Question

In the hexagonal crystal HfSc, flat layers of Hf alternate with flat layers of Sc. Every atom has six neighbours of its own kind in its layer and six of the other kind in the layers above and below. The table gives density functional results for the strained crystal. In the biaxial rows the in-plane length a is imposed and the height c of the cell finds its own value; in the isotropic rows both are imposed.

HfSc under strain, computed with Ansatz 0.2.0 (plane-wave PAW, r2SCAN, scalar-relativistic, no spin polarisation, cutoff 500 eV, k mesh 15×15×8, Gaussian smearing of 0.1 eV). The two-atom cell keeps space group P-6m2, with a = b. Changes are relative to the relaxed crystal, a = 3.242 and c = 5.095 Å; energies are extrapolated to zero smearing.

```
strain kind  strain (%)                   cell freedom  energy change (meV/atom)  a change (%)  c change (%)
 biaxial ab          -6      length and tilt of c free                      92.4         -6.00          4.95
 biaxial ab          -4      length and tilt of c free                      41.9         -4.00          3.27
 biaxial ab          -2      length and tilt of c free                      10.8         -2.00          1.41
 biaxial ab           2      length and tilt of c free                      10.1          2.00         -1.09
 biaxial ab           4      length and tilt of c free                      38.9          4.00         -2.21
 biaxial ab           6      length and tilt of c free                      84.5          6.00         -3.22
  isotropic          -6  cell held, all vectors scaled                     220.6         -6.00         -6.00
  isotropic          -4  cell held, all vectors scaled                      94.0         -4.00         -4.00
  isotropic          -2  cell held, all vectors scaled                      22.4         -2.00         -2.00
  isotropic           2  cell held, all vectors scaled                      20.5          2.00          2.00
  isotropic           4  cell held, all vectors scaled                      78.2          4.00          4.00
  isotropic           6  cell held, all vectors scaled                     168.0          6.00          6.00
```

(a) Suppose that the Hf–Sc distance never changes. Derive the change of c for in-plane strains of +4 % and −4 %.

(b) Which rows break this pattern, and by how much?

(c) Name a likely cause. Use the in-plane stiffness, which is the step in in-plane stress divided by the step in strain. For the biaxial steps from 0 to −2, −4 and −6 % it is 182, 174 and 192 GPa in turn; for the same isotropic steps it is 279, 343 and 415 GPa.

Model answer

(a) Bonds within a flat layer pull only sideways. If forces act between nearest neighbours alone, the Hf–Sc bonds must carry any force along c. Since c is free, that force vanishes, and these bonds keep their natural length d. The geometry of the stacking gives

d² = a²/3 + c²/4

The unstrained lengths, 3.242 and 5.095 Å, give d² = 9.993 Å². For a strain of −4 %, a is 0.96 × 3.242 = 3.112 Å, and therefore

c = 2 √(9.993 − 3.112²/3) = 5.202 Å

This is a rise of 2.1 %. The same steps for +4 % give a fall of 2.2 %.

The crystal should thus behave like a garden trellis of rigid, hinged slats: pull it wider and it gets lower. For small strains the formula gives

fall of c in % / rise of a in % = (4/3)(a/c)² = 0.54

A flatter cell, with a smaller c/a, would react more strongly.

(b) The stretched rows follow the trellis. At +4 % the table has −2.21 %, as predicted, and even at +6 % the miss is only 0.2 percentage points. The squeezed rows break away. At −2 % the height grows by 1.41 % instead of 1.1 %, at −4 % by 3.27 % instead of 2.1 %, and at −6 % by 4.95 % instead of 3.1 %. The slats have become longer: at −4 % the Hf–Sc distance has grown by 0.8 %.

This matters when a strain response is extrapolated. At a squeeze of 4 to 6 %, the growth in height would be underestimated by about a third if it were scaled from the stretched rows. The numbers hold for a crystal that keeps its hexagonal order, as the calculation required.

(c) The excess means that the height responds to more than the Hf–Sc bonds. In a metal the valence electrons are shared by the whole crystal. Squeezing them sideways raises their kinetic energy, and a taller cell gives them room again. This argument fits an excess that grows gradually with the squeeze. Taken alone, though, it would also make the stretched cells flatter than the trellis, and they are not. It cannot be the whole cause, and the close match of the stretched rows may itself rest on effects that happen to cancel.

Nor does the excess grow evenly. Over the three successive steps of squeezing, c rises by 1.41, 1.86 and 1.68 points, so the middle step stands out. In that same step the biaxial stiffness dips, whereas the isotropic stiffness climbs at every step. Something seems to make the crystal more yielding just there when its shape changes.

A likely cause of this soft step is a flow of electrons between bands. A change of shape moves some electron states down in energy and others up. States that sink both when a shrinks and when c grows will fill at the expense of others. Once filled, they favour a still taller cell, and the flow lowers the energy cost of the strain. Theory therefore links a stronger response of c with a softer crystal, which is the pair of signs seen here.

Remarks on the reasoning

The flow needs many states near the Fermi level, the energy up to which states are filled. The calculation blurs this edge slightly, and the energy term of the blurring grows with the number of states there. Relative to the unstrained crystal, the term is 17 % higher at −4 % biaxial strain but only 1 % higher at −6 %. Among the computed biaxial strains, the highest value thus lies at the end of the soft step.

The isotropic row at −6 % guards against too quick a conclusion. Its blurring term is also 17 % higher, yet its stiffness shows no dip. Many states at the Fermi level are therefore not enough; they must also shift against each other. A change of c/a can do this to states that differ only in orientation, which uniform scaling moves largely together. The band flow remains an inference until the bands themselves are followed through the strain.

The two findings are not equally firm. The excess over the trellis at −4 % is more than one percentage point. The stronger rise of c in the middle step rests on a difference of 0.2 points from the step after it, while leftover stress leaves c uncertain by about 0.05 points. A finer sampling of the electron states would be the first test of this smaller effect.
